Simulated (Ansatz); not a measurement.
## A series in volume scale on Cu

Results calculated with Ansatz 0.2.0, not measured. Free energy against uniform scaling of the volume at fixed shape and fractions; periodic cell, basis, potentials, k mesh and filling as listed.

The cell before it is scaled or strained (space group I4/mmm, No. 139):
```
Cu
1.0
     -1.4428     1.4428     1.3761
      1.4428    -1.4428     1.3761
      1.4428     1.4428    -1.3761
Cu
1
Direct
  0.00000 0.00000 0.00000
```

Settings of every row: functional PBEsol; dispersion none; potentials PAW; wave cutoff 420 eV; density cutoff 1680 eV; k mesh 14x14x14; k shift 0x0x0; occupations fermi dirac; smearing width 0.05 eV; spin none.

Limits: coarse k mesh, up to 40 meV an atom off; the cell comes from a prototype or a list of computed structures and needn't be the stable phase.

| row | volume scale | V (Å³/atom) | pressure (GPa) | energy above lowest point (meV/atom) |
| --- | --- | --- | --- | --- |
| 1 | 0.9 | 10.313 | 20.33 | 59.6 |
| 2 | 0.925 | 10.599 | 13.58 | 29.5 |
| 3 | 0.95 | 10.885 | 7.79 | 10.5 |
| 4 | 0.975 | 11.172 | 2.82 | 1.1 |
| 5 | 1 | 11.458 | -1.45 | 0 |
| 6 | 1.025 | 11.745 | -5.12 | 6 |
| 7 | 1.05 | 12.031 | -8.28 | 18 |
| 8 | 1.075 | 12.318 | -10.99 | 35.3 |
| 9 | 1.1 | 12.604 | ? | ? |

Question: what pressure and energy above lowest point should row 9 give?

Worked fit of pressure. Take u = (V_r/V)^(2/3) − 1 with V_r = 11.315 Å³ an atom, which is twice the finite (Eulerian) strain; such expansions in the strain, on which the Birch-Murnaghan equation of state is built, carry the rest volume and the bulk modulus. The shown rows have u = 0.06377, 0.04454, 0.02617, 0.00852, -0.00834, -0.02456, -0.04008, -0.05505. Least squares give pressure = 0.602 + 252.67 × u + 821.9 × u² + 1053 × u³ GPa; a parabola predicts inner rows, each left out in turn, worse (root mean square 0.055 against 0.0073 GPa). The rows lie off it by 0.00, 0.00, -0.01, 0.00, 0.00, 0.00, -0.01, 0.00. The pressure vanishes at u = -0.0024, or V = 11.36 Å³ an atom, and there the bulk modulus at fixed shape and fractions is B = −V dP/dV = (2/3)(1 + u) dP/du = 165 GPa. Letting shape and atoms relax would as a rule lower it, by much in layered, chain or molecular crystals. The withheld row has u = -0.0694, so the fit gives 0.602 + 252.67 × (-0.0694) + 821.9 × (-0.0694)² + 1053 × (-0.0694)³ = -13.33 GPa.

The calculation gave -13.3 GPa. The fit lies 0.03 GPa (0.089 % of the column's range) below it; its largest miss of a shown row is 0.01 GPa. This row lies beyond the range of the fit.

Worked fit of energy above lowest point. Take u = (V_r/V)^(2/3) − 1 with V_r = 11.315 Å³ an atom, which is twice the finite (Eulerian) strain; such expansions in the strain, on which the Birch-Murnaghan equation of state is built, carry the rest volume and the bulk modulus. The shown rows have u = 0.06377, 0.04454, 0.02617, 0.00852, -0.00834, -0.02456, -0.04008, -0.05505. Least squares give energy above lowest point = −0.39 + 63.5 × u + 13315 × u² + 6969 × u³ meV/atom; a parabola predicts inner rows, each left out in turn, worse (root mean square 0.36 against 0.032 meV/atom). All shown rows lie on it to the printed digit. Its lowest point lies at u = -0.0024, or V = 11.36 Å³ an atom, and the curvature there gives the bulk modulus at fixed shape and fractions, B = (4/9)(1 + u)² E″(u)/V = 166 GPa. Letting shape and atoms relax would as a rule lower it, by much in layered, chain or molecular crystals. The withheld row has u = -0.0694, so the fit gives −0.39 + 63.5 × (-0.0694) + 13315 × (-0.0694)² + 6969 × (-0.0694)³ = 57.0 meV/atom.

The calculation gave 57.1 meV/atom. The fit lies 0.1 meV/atom (0.17 % of the column's range) below it, one unit of the last digit. This row lies beyond the range of the fit.
